## One O–H bond, five energy curves

### Sizes to remember

In a rigid CCSD(T)/def2-TZVPP scan, the O–H bond of silanol has a stiffness of about 54 eV/Å² near 0.96 Å, and pulling it out to 1.39 Å costs about 2 eV. Four methods, A to D, are set against CCSD(T) and differ in one setting. At the longest stretch they miss the CCSD(T) energy by −9 %, −1 %, +2 % and +24 % of that energy. A stray force of 1 eV/Å on such a bond moves its length by about 0.02 Å and its stiffness by more than 10 %. Which setting produces such forces?

### Limits on use

The restricted (closed-shell) Hartree–Fock reference of CCSD(T) is stable towards an unrestricted one in eight of the nine rows. Only at 1.388 Å, the longest stretch, does the triplet test find a saddle: a lower unrestricted solution exists there, and CCSD(T) in that row rests on a reference that is not the lowest. The runs of A, B and C report a stable minimum at the shared zero structure and at 0.954 Å, but no triplet test is at hand for them, so whether they too have lower unrestricted solutions at long stretch is left open. The T1 diagnostic, a scaled norm of the single-excitation amplitudes of the coupled-cluster wavefunction, runs from 0.010 to 0.013, below a rough alarm level of 0.02, but it probes single excitations only. CCSD(T) in this basis is the yardstick, not nature, and like every single-reference method it fails once a bond is stretched far enough, so the longest stretches are the least certain. The scan is rigid and stops far short of dissociation.

H4OSi (SMILES O[SiH3]). Ansatz 0.2.0, Gaussian basis, isolated molecules, cores frozen in correlated methods, PBE0-D4/def2-TZVP structures; def2-TZVPP. Energies are counted from the minimum structure at the same level.

| stretch (Å) | CCSD(T) (eV) | method A (eV) | method B (eV) | method C (eV) | method D (eV) | method D less CCSD(T) (eV) | T1 diagnostic |
| --- | --- | --- | --- | --- | --- | --- | --- |
| 0.785 | 1.217 | 1.298 | 1.220 | 1.217 | 1.050 | -0.167 | 0.010 |
| 0.826 | 0.633 | 0.696 | 0.638 | 0.634 | 0.503 | -0.130 | 0.010 |
| 0.885 | 0.164 | 0.200 | 0.168 | 0.165 | 0.091 | -0.073 | 0.010 |
| 0.954 | 0.000 | 0.002 | 0.000 | 0.000 | -0.004 | -0.004 | 0.011 |
| 1.030 | 0.122 | 0.087 | 0.117 | 0.122 | 0.199 | 0.076 | 0.011 |
| 1.113 | 0.466 | 0.392 | 0.454 | 0.468 | 0.634 | 0.168 | 0.011 |
| 1.200 | 0.949 | 0.835 | 0.930 | 0.957 | 1.217 | 0.268 | 0.012 |
| 1.292 | 1.515 | 1.360 | 1.491 | 1.536 | 1.893 | 0.379 | 0.012 |
| 1.388 | 2.110 | 1.922 | 2.088 | 2.155 | 2.612 | 0.503 | 0.013 |

### Sign, size and shape

Let $x$ be the stretch. Differences from CCSD(T) carry a rounding of 0.001 eV. All curves share one zero structure, which the crossing of D and A places at $x_0 = 0.958$ Å; this accounts for the small nonzero entries at 0.954 Å.

- D lies below CCSD(T) in the four rows short of $x_0$ and above it in the five beyond, from −0.167 to +0.50 eV. Its slope rises at every step, from 0.90 to 1.29 eV/Å.
- A is the mirror image, from +0.081 to −0.188 eV. The ratio A/D stays near −0.49 on the compressed side and shrinks to −0.37 at the longest stretch. The slope stays between −0.44 and −0.49 eV/Å except in the last step (−0.34).
- B has the sign of A, apart from a zero at 0.954 Å, and never exceeds 0.024 eV. Its turning back by 0.002 eV in the last row is by itself of the size of the rounding, but after falls of 0.007, 0.007 and 0.005 eV the flattening is real, and A flattens in the same step.
- C is never below CCSD(T), stays within 0.002 eV up to 1.113 Å and then climbs to +0.045 eV.

### The force picture

The shared zero of energy forces every difference through zero at $x_0$, so the crossing itself is no finding; the slope there is. A difference that runs evenly through this zero acts as an extra, nearly constant force along the bond: D pulls the hydrogen in, A pushes it out. Because the well is steeper on the inner side, a bond pulled in is also stiffer.

Write the difference as $g u + h u^2$ with $u = x - x_0$, and add it to the CCSD(T) curve $V$, which has curvature $k$ and third derivative $V'''$ at its minimum. To first order, zero total slope gives a shift $\delta \approx -g/k$, also neglecting the 0.001 Å between that minimum and $x_0$. The curvature at the new minimum is $k + V'''\delta + 2h$.

For D, $g = 1.026$ eV/Å, $h = 0.326$ eV/Å², $k = 53.8$ eV/Å² and $V''' = -372$ eV/Å³. Then $\delta = -1.026/53.8 = -0.019$ Å. The anharmonic term is $(-372)(-0.0191)/53.8 = +13.2$ % of $k$, the direct term is $0.652/53.8 = +1.2$ %, and the sum is +14.4 %. A polynomial fit to curve D itself gives −0.018 Å and +14.5 %, or +7 % in the harmonic frequency along this coordinate. At 1.388 Å, $u = 0.430$ Å and the model gives $0.441 + 0.060 = 0.501$ eV against 0.503 eV in the table. That row, like all nine, was in the fit, and both routes use the same data, so the agreement shows only that the picture suffices.

For A it gives +0.009 Å and −5.9 %, against +0.009 Å and −6.2 % fitted. The quadratic reaches the rounding for D (rms 0.0008 eV) but not for A, B and C (0.0025, 0.0034 and 0.0035 eV). For B it gives −0.8 % in stiffness against −1.2 % fitted. For C the picture fails: it gives +0.8 % in stiffness where the direct fit gives +0.1 %, because the error of C sets in only at long stretch. Morse fits put the minima 0.002 to 0.003 Å further out than the polynomial, which bounds the trust in absolute lengths.

### What could look alike

A rescaled energy would give one sign on both sides of the minimum. For D, whose rms difference is 0.247 eV, it leaves 0.171 eV, against 0.013 eV for a constant force with the same single parameter; for A the figures are 0.074 and 0.004 eV. For C alone, rescaling (0.008 eV) does as well as the force (0.009 eV), and neither comes near the rounding.

A rigid displacement of the curve would follow $V'$ and be largest on the steep inner wall. It leaves 0.178 eV for D and 0.066 eV for A.

A pairwise dispersion term is small: the runs of A and B report −0.064 and −0.015 eV for the whole molecule at the zero structure, and moving one hydrogen should change only a fraction of that. This is too small for A and D but could matter for B.

A change of basis or an external field could also act as a near-constant force, and the shape alone does not exclude them. The caption fixes both: one basis, isolated molecules. The steady steepening of D suggests that something is missing that grows faster as the bond opens; A errs in the opposite direction, though its slope does not steepen and flattens in the last step.

### The setting

Rigid scan of the O–H bond length (stretch) in silanol, SiH3OH, with CCSD(T) (frozen cores), PBE-D4, r2SCAN-D4, wB97M-V and HF in the def2-TZVPP basis (Ansatz 0.2.0, isolated molecule). All other atoms are held at the PBE0-D4/def2-TZVP minimum, and energies are counted from that minimum structure at the same level.

The setting is the treatment of exchange and correlation: A is PBE-D4, B is r2SCAN-D4, C is wB97M-V and D is HF. HF has exact exchange and no correlation, PBE-D4 and r2SCAN-D4 are semilocal functionals with a dispersion correction, and wB97M-V is a range-separated hybrid with nonlocal VV10 correlation for dispersion. Since A and B both carry D4 and differ by 0.166 eV in the last row, the mere presence of that correction does not separate them.

### Mechanism

One thing follows directly: HF less CCSD(T) is minus the change of the valence correlation energy. Correlation therefore deepens by 0.50 eV on stretching to 1.388 Å and weakens by 0.167 eV on compression to 0.785 Å. Both figures are counted from restricted HF; at 1.388 Å, where that solution is unstable, an unrestricted one would lie lower and leave a smaller error.

The reason is argued from theory. Restricted HF puts both bond electrons in one orbital $\sigma$, so they are found on the same atom too often, and the cost grows as the atoms part. Mixing in $\sigma^{*2}$ keeps them on opposite sides. With the two configurations $2\Delta$ apart and coupled by an exchange integral $K$, the lower root lies at
$$E_c = \Delta - \sqrt{\Delta^2 + K^2} \approx -\frac{K^2}{2\Delta}.$$
Stretching reduces the overlap and hence $\Delta$, while $K$ changes slowly. The slope of $|E_c|$ is then $K^2|\Delta'|/2\Delta^2$, which tends to grow as $\Delta$ falls. This matches the sign and steepening of D, but it was not fitted, and how much of the 0.50 eV is of this left–right kind is not determined here.

In a stretched bond the exact exchange hole spreads over both atoms, and left–right correlation pulls the total hole back around the electron. A semilocal functional builds its hole around the electron from the start and so imitates this correlation. The sign of A says that PBE-D4 favours the stretched bond too much; overdone imitation together with self-interaction error would explain it, but this is argued and not shown here. In wB97M-V exchange becomes fully exact at long range, which removes part of the imitation as the bond lengthens and would explain why C climbs steadily away from B. It cannot be the whole cause of the upturn at long stretch: A and B, with no exact exchange, bend upward in the last step too. Part of the upturn is thus common to all four curves, either left–right correlation that every restricted single-determinant method starts to miss or CCSD(T) itself bending down; the table does not tell these apart. The upturn of A and B also rests on the one row where the restricted reference of CCSD(T) is unstable, so it should carry little weight. Why r2SCAN-D4 lands within 0.024 eV is open; its smaller self-interaction in one-orbital regions is a guess.

### A tempting shortcut

Because A and D mirror each other, each curve X has a position $(X-A)/(D-A)$ between them. CCSD(T) drifts from 0.33 to 0.27, beyond the rounding of at most 0.009, and the best single value, 0.29, misses by up to 0.011 eV. This position is not a fraction of exact exchange: r2SCAN-D4 has none and sits at 0.31 to 0.24. The step from A to D also removes all correlation, which a hybrid functional keeps.

### Neighbouring cases

By the same argument, a covalent bond of hydrogen to another light nonmetal, such as C–H or N–H, should tend to come out short and stiff in HF and long and soft in PBE, with the shift set by $g/k$, so that a softer bond moves further under the same force. On longer stretch the restricted HF error should keep growing, and functionals rich in exact exchange should drift towards its sign, until CCSD(T) itself ceases to be a yardstick. The output below gives all fits.

Printed output of the fit:

```
x/A; differences from CCSD(T)/eV A B C D; A/D ratio (floor 0.001 eV)
0.785 +0.081 +0.003 +0.000 -0.167 -0.49
0.826 +0.063 +0.005 +0.001 -0.130 -0.48
0.885 +0.036 +0.004 +0.001 -0.073 -0.49
0.954 +0.002 +0.000 +0.000 -0.004 -0.50
1.030 -0.035 -0.005 +0.000 +0.077 -0.45
1.113 -0.074 -0.012 +0.002 +0.168 -0.44
1.200 -0.114 -0.019 +0.008 +0.268 -0.43
1.292 -0.155 -0.024 +0.021 +0.378 -0.41
1.388 -0.188 -0.022 +0.045 +0.502 -0.37
step slopes A eV/A: -0.44 -0.46 -0.49 -0.49 -0.47 -0.46 -0.45 -0.34
step slopes D eV/A: +0.90 +0.97 +1.00 +1.07 +1.10 +1.15 +1.20 +1.29
zero of D-A (common zero structure) x0 = 0.9580 A; A-B last row -0.166 eV
models of difference, parameter (rms eV): force g; g,h; scale s; rigid shift A
A size 0.100 | g -0.456 (0.004) | g -0.475 h +0.067 (0.0025, worst +0.004 at 1.388) | s -0.065 (0.074) | +0.0089 (0.066)
B size 0.013 | g -0.059 (0.004) | g -0.050 h -0.032 (0.0034, worst +0.005 at 1.388) | s -0.010 (0.008) | +0.0010 (0.011)
C size 0.017 | g +0.065 (0.009) | g +0.008 h +0.197 (0.0035, worst -0.005 at 1.200) | s +0.014 (0.008) | -0.0007 (0.016)
D size 0.247 | g +1.121 (0.013) | g +1.026 h +0.326 (0.0008, worst +0.001 at 1.030) | s +0.171 (0.171) | -0.0224 (0.178)
curve fits: poly5(1/x) re A, k eV/A2, V3 eV/A3, rms | Morse re, k, rms, worst eV
ref 0.9568 53.8 -372 0.0002 | 0.9584 54.6 0.0054 0.0070
A 0.9660 50.4 -354 0.0004 | 0.9677 51.3 0.0058 0.0080
B 0.9579 53.1 -371 0.0001 | 0.9599 53.8 0.0062 0.0080
C 0.9569 53.8 -371 0.0001 | 0.9590 54.7 0.0068 0.0085
D 0.9388 61.6 -422 0.0002 | 0.9414 61.8 0.0076 0.0100
floor from x rounding 0.0005 A * steepest slope = 0.007 eV
force picture vs poly fit: shift A pred/fit; dk/k % = anharmonic + 2h parts / fit; freq % fit
A +0.0088 / +0.0092 ; -6.1 +0.2 = -5.9 / -6.2 ; -3.1
B +0.0009 / +0.0011 ; -0.6 -0.1 = -0.8 / -1.2 ; -0.6
C -0.0001 / +0.0001 ; +0.1 +0.7 = +0.8 / +0.1 ; +0.1
D -0.0191 / -0.0180 ; +13.2 +1.2 = +14.4 / +14.5 ; +7.0
position (X-A)/(D-A); row with D-A near zero omitted as 0/0 (kept in fit); x: 0.79 0.83 0.89 1.03 1.11 1.20 1.29 1.39
ref 0.33 0.33 0.33 0.31 0.31 0.30 0.29 0.27 | best 0.289 rms 0.006 worst 0.011 eV
B 0.31 0.30 0.29 0.27 0.26 0.25 0.25 0.24 | best 0.251 rms 0.007 worst 0.016 eV
C 0.33 0.32 0.32 0.31 0.31 0.32 0.33 0.34 | best 0.330 rms 0.003 worst 0.005 eV
rounding floor of position: 0.001 to 0.009
crude damped O-H dispersion, whole term: order 1e-2 eV
T1 0.010 to 0.013; err column vs recomputed, max dev 0.001 eV
last row, % of CCSD(T): A -8.9 B -1.0 C +2.1 D +23.8
```
